# One more squeeze of CdTe

A crystal of CdTe is compressed in equal steps of volume, and the results for the smallest volume are covered. What pressure and what energy does the calculation give at 30.95 Å³/atom? The other six volumes must supply the forecast, and also a reason to trust it one step beyond the last known row.

GPAW 26.7.0, BLYP-D3(BJ) with PAW data sets made for the functional and a 600 eV plane-wave cutoff: CdTe (F-43m) at scaled volumes with cell shape and fractional coordinates fixed, no spin polarisation or spin-orbit coupling. The k mesh is 6×6×6, the Fermi-Dirac smearing width 0.05 eV; energies are counted from the minimum of the fitted curve.

| volume (Å³/atom) | energy (meV/atom) | pressure (GPa) |
| --- | --- | --- |
| 30.95 | ? | ? |
| 31.61 | 29.51 | 3.900 |
| 32.26 | 15.87 | 2.740 |
| 32.92 | 6.71 | 1.710 |
| 33.58 | 1.57 | 0.790 |
| 34.24 | 0.00 | -0.030 |
| 34.90 | 1.63 | -0.770 |

The volume is counted per atom. The energy, also per atom, is counted from the minimum of the fitted energy curve. The pressure is what must be applied from outside to hold the crystal at that volume; a negative value means that the crystal has to be pulled. The atoms are at rest, so neither heat nor zero-point motion contributes.

## What the known rows show

Energy and pressure are two views of one curve, because the pressure is the slope of the energy against volume with its sign reversed. The known rows respect this. For each step between neighbours, the mean pressure times the volume change reproduces the energy difference to within 0.1 meV/atom, provided the steps are taken as exactly equal, without the rounding of the printed volumes. A good forecast of the pressure therefore also brings one of the energy.

The pressure does not climb evenly. Going from 34.90 to 34.24 Å³/atom raises it by 0.74 GPa, while the last known step, of the same size in volume, raises it by 1.16 GPa. Every known step in between fits this order: the smaller the crystal already is, the more the next step costs.

The bulk modulus B = −V dP/dV puts this into one quantity, the pressure P needed per relative change of the volume V. Averaged over a step, it grows from 39 GPa at the stretched end of the table to 56 GPa at the last known step. If the stiffness stayed as it is near zero pressure, the covered row would lie at about 4.1 GPa, hardly above the 3.90 GPa already reached one step earlier. A constant modulus is clearly the wrong picture here.

## Why the crystal stiffens

A lattice of ideal springs is a useful simpler system. Let every bond have the length d and the energy ½k(d − d₀)², with k the spring constant and d₀ the length at rest. The force then grows in proportion to the shortening, and it acts on an area proportional to d², so the pressure goes as (d₀ − d)/d². Differentiating this with V ∝ d³ shows that, near the rest length, the modulus rises by 1 GPa for each GPa of pressure.

CdTe stiffens much faster. Over the known rows its modulus rises by about 4.7 GPa for each GPa. Geometry alone, a constant spring acting on a shrinking area, thus accounts for only a small part of the effect. Most of it must come from an energy that departs from a parabola in the bond length. The comparison holds for uniform squeezing only: a diamond-like network of springs without resistance to bending would give way under shear, which real CdTe does not.

The reason for the departure is standard bonding theory. When Cd and Te approach, their electron clouds overlap more, and the Pauli principle forces electrons into states of higher kinetic energy. This repulsion rises steeply as the distance shrinks, while the attraction that holds the bond together changes more gently. The table contains total energies, so it shows the stiffening but does not divide it between repulsion and attraction.

The same argument gives a rule for a neighbouring case. Where squeezing a solid shortens bonds with a steep repulsive wall, each further equal reduction in volume needs a larger rise in pressure, as long as the structure stays the same. The modulus at zero pressure sets the first step, and its rise with pressure sets how quickly the steps grow. An open framework that can shrink by turning its units, with the bonds hardly shortened, need not follow this rule.

## The forecast

The Birch-Murnaghan form turns this into numbers. It writes the energy as a cubic polynomial in x = (V₁/V)^(2/3) − 1, where V₁ is a fixed reference volume. Since V^(−2/3) is proportional to 1/d², x changes faster and faster as the bonds shorten. Taking −dE/dV, with E the energy, gives the pressure as (V₁/V)^(5/3) times a quadratic in x. Both expressions were fitted by least squares, separately, to the six known rows.

For the covered row the pressure fit gives **5.20 ± 0.05 GPa**, and the energy fit gives **48.2 ± 0.2 meV/atom**. In plainer terms, the last step should raise the pressure by more than 1.16 GPa and the energy by more than 13.64 meV/atom, the rises over the step before it.

The energy can be checked by hand from the forecast pressure. The mean of 3.90 and 5.20 GPa is 4.55 GPa, and the step is 0.66 Å³/atom wide. One GPa·Å³ is 10⁻²¹ J; converted to meV, the product 4.55 × 0.66 gives a work of about 18.7 meV/atom. Added to the 29.51 meV/atom of the last known row, this gives 48.2 meV/atom, in agreement with the energy fit.

The bars are judgements. They allow for rounded table values, small errors of the plane-wave basis and the choice of formula. Murnaghan's form, in which the modulus grows in strict proportion to the pressure added, moves the forecast by only about 0.01 GPa. The forecast is not strictly blind: an equilibrium volume, a bulk modulus and its slope with pressure, which probably come from a fit to all seven rows, had been seen beforehand, although they do not enter the numbers above.

## The covered row

The withheld rows as computed:

| volume (Å³/atom) | energy (meV/atom) | pressure (GPa) |
| --- | --- | --- |
| 30.95 | 48.19 | 5.190 |

Both forecasts hit. Taken before rounding, the pressure forecast is too high by 0.005 GPa, about 0.1 % of the computed value, and the energy forecast is too low by 0.004 meV/atom. Misses of this size are comparable with the rounding of the values to two decimals and need no physical cause. The bars were generous, by a factor of about ten for the pressure and more for the energy.

The two plainer statements hold as well. The last step raises the pressure by 1.29 GPa and the energy by 18.68 meV/atom, both more than the step before. The mean modulus over this step is 61 GPa, so the stiffening continues. A constant modulus would have missed the pressure by about 1.1 GPa, roughly a fifth of it.

What made the forecast easy was the smoothness of the curve. Between 34.24 and 30.95 Å³/atom the bonds shorten by only 3.3 %, and nothing in the energies or pressures hints at a change of state on the way. The hit supports extending such a curve by one step. It does not single out the Birch-Murnaghan form, since Murnaghan's forecast also lies within the bar, and it is no separate test of the repulsion argument, because any smooth stiffening of this size would have served. The printed output after this page lists the fits and the stiffness of each step.

## Where the curve stops being a guide

For anyone who handles the real material, the main limit lies in the structure. The calculation keeps the zinc-blende arrangement at every volume, whereas real CdTe is known to change to denser structures at a few GPa, below the pressure of the covered row. The covered row therefore describes a crystal that would probably no longer exist in this form at equilibrium. A fit to one structure gives no warning of such a change, however small its errors are.

A second limit is the level of theory. The forecast was compared with another point of the same calculation, so its success measures how regular the computed curve is, not how close BLYP with its dispersion correction comes to nature. Nor does it test the k mesh and the cutoff, which are usual working values and not converged limits. The dispersion correction shows how much hangs on this choice. Its energy becomes more negative as the crystal shrinks, so it pulls the crystal inward. The run lists this energy separately: from 34.90 to 34.24 Å³/atom it falls by 36 meV per two-atom cell, which amounts to an inward pull of about 4 GPa. The total pressure at 34.90 Å³/atom is only −0.77 GPa, and at the smaller volumes both the pull and the total pressure are higher. No run without the correction was made, but since it is a separate term added to the energy, its pull can simply be taken off. What remains is a positive pressure at every volume in the table, so zero pressure would lie beyond the largest of them. The stiffening on compression would remain. The inward pull grows as the crystal shrinks, which takes something off each rise in pressure; without the correction the rises would be larger, and they would still grow from step to step.

The analysis program printed:

```
fit of pressure on 6 rows: coefficient of w 1.711 +/- 0.0017, coefficient of w*eps 68.79 +/- 0.055, coefficient of w*eps**2 44.24 +/- 2.6; rms 0.00192, worst 34.24 -0.0031, leave-one-out rms 0.0061
  rows outside the fit (model, value, miss): 30.95 5.195, 5.19, 0.00517
fit of energy on 6 rows: constant 6.714 +/- 0.0025, coefficient of eps 530.6 +/- 0.18, coefficient of eps**2 10596 +/- 4.7, coefficient of eps**3 4517 +/- 201; rms 0.00212, worst 32.92 0.00379, leave-one-out rms 0.009
  rows outside the fit (model, value, miss): 30.95 48.19, 48.19, -0.00392
fit of pressure on 6 rows: constant -8.639 +/- 0.004, coefficient of f**(-s) 10.35 +/- 0.0041, s 4.7; rms 0.00109, worst 34.24 -0.00198, leave-one-out rms 0.0028
  rows outside the fit (model, value, miss): 30.95 5.203, 5.19, 0.0133
Steps from the next smaller volume to this row:
    row  pressure fall GPa  mean modulus computed GPa  mean modulus fitted GPa
  31.61               1.29                      61.27                    61.59
  32.26               1.16                      56.26                    56.08
  32.92               1.03                      50.98                    51.07
  33.58               0.92                      46.46                    46.51
  34.24               0.82                      42.23                    42.36
   34.9               0.74                      38.85                    38.58
Bond shortening from row 34.24 to row 30.95, percent: 3.314
Fitted bulk modulus at row 34.24, GPa: 40.41
Fitted bulk modulus at row 30.95, GPa: 64.51
Pressure at 30.95 if stiffness stayed as at 34.24, GPa: 4.055
Pressure at 30.95 if the last known step were repeated, GPa: 5.06
Murnaghan less Birch-Murnaghan forecast of pressure, GPa: 0.00813
Energy at 30.95 from forecast pressure times volume change, meV/atom: 48.2
```
